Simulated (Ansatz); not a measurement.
**Errors in the atomisation enthalpy at 298 K**

6 molecules holding an element past argon; the atomisation enthalpy at 298 K in kJ/mol, computed less measured. Shapes, held fixed at every level: PBE0-D4/def2-TZVP. Thermal terms are harmonic and unscaled (PBE0-D4/def2-TZVP); the spin-orbit lowering of the free atoms is taken from their spectra. Programs: Ansatz 0.2.0. Measured values: Active Thermochemical Tables, CRC Handbook of Chemistry and Physics, NIST-JANAF tables.

Levels: A = SPW92/def2-TZVPP; B = B3LYP-D4/def2-TZVPP; C = B2PLYP/STO-3G; D = B2PLYP/def2-TZVPP; E = CCSD/def2-TZVPP.

```json
{"molecule": "HBr (hydrogen bromide)", "from tabulated heats": "366", "A": "+53", "B": "-7", "C": "+26", "D": "-9", "E": "-12"}
{"molecule": "IBr (iodine monobromide)", "from tabulated heats": "178", "A": "+70", "B": "-18", "C": "0", "D": "-25", "E": "-46"}
{"molecule": "HI (hydrogen iodide)", "from tabulated heats": "298", "A": "+45", "B": "-9", "C": "+41", "D": "-11", "E": "-14"}
{"molecule": "AsF3 (arsenic trifluoride)", "from tabulated heats": "1326", "A": "+353", "B": "+13", "C": "-373", "D": "+4", "E": "-83"}
{"molecule": "GeH4 (germane)", "from tabulated heats": "1153", "A": "+142", "B": "+17", "C": "+590", "D": "+5", "E": "+10"}
{"molecule": "SiH3I (SMILES [SiH3]I)", "from tabulated heats": "1213", "A": "+131", "B": "-2", "C": "+375", "D": "-16", "E": "-37"}
```

Sum up the errors.


```csv
level,kind,mean error,mean absolute error,worst case
SPW92/def2-TZVPP,LDA,+132.3,132.3,AsF3
B3LYP-D4/def2-TZVPP,global hybrid,-1.0,11.0,IBr
B2PLYP/STO-3G,double hybrid,+109.8,234.2,GeH4
B2PLYP/def2-TZVPP,double hybrid,-8.7,11.7,IBr
CCSD/def2-TZVPP,coupled cluster or CI,-30.3,33.7,AsF3
```

On this set B3LYP-D4/def2-TZVPP has the smallest mean absolute error and B2PLYP/STO-3G the largest. SPW92/def2-TZVPP is too high in 6 of 6; B3LYP-D4/def2-TZVPP is too low in 4 of 6; B2PLYP/STO-3G is too high in 4 of 6; B2PLYP/def2-TZVPP is too low in 4 of 6; CCSD/def2-TZVPP is too low in 5 of 6. The molecules' own spin-orbit binding is left out, so errors for heavy halides read too negative. The tabulated values of AsF3, SiH3I are in doubt (older tables, estimates, or at odds with other calculations) and kept here. Over the 4 molecules whose values aren't doubted the mean absolute errors are A 77.5; B 12.8; C 164.2; D 12.5; E 20.5. The smallest two are near a tie. Rows in very small basis sets show the basis more than the method. Correlated wave functions converge slowly with the basis. CCSD also lacks the triples, which bind further. For atoms past krypton def2 sets carry core potentials with scalar relativity. All-electron rows are non-relativistic unless named. Relativity is left out for As, Br, Ge. Outer-core shells of As, Br, Ge, I are correlated in most correlated rows, in sets that cover them unevenly. The set is small.

The local density approximation overbinds throughout because it underestimates the magnitude of the exchange energy more severely in the separated atoms than in the molecule. B3LYP's mean error of -1.0 partly reflects cancellation: it underbinds HBr, HI and IBr but overbinds germane.

CCSD misses far more of the binding in IBr (-46) than in HBr (-12) or HI (-14). Joining two lone-pair-rich halogens brings more electron pairs into close contact than a bond to hydrogen does, so more of the binding comes from correlation. Germane breaks the pattern at +10. One possible reason is the missing relativistic stabilisation of Ge 4s, which would make promotion to the tetravalent state costlier; an uneven description of the outer core is another.

In STO-3G, the hydrogen function is contracted to suit molecules and leaves the free atom too high in energy, which helps explain the +590 for germane. The zero error for IBr in that basis is probably a cancellation between missing polarisation functions and basis-set superposition, not a sign of accuracy.
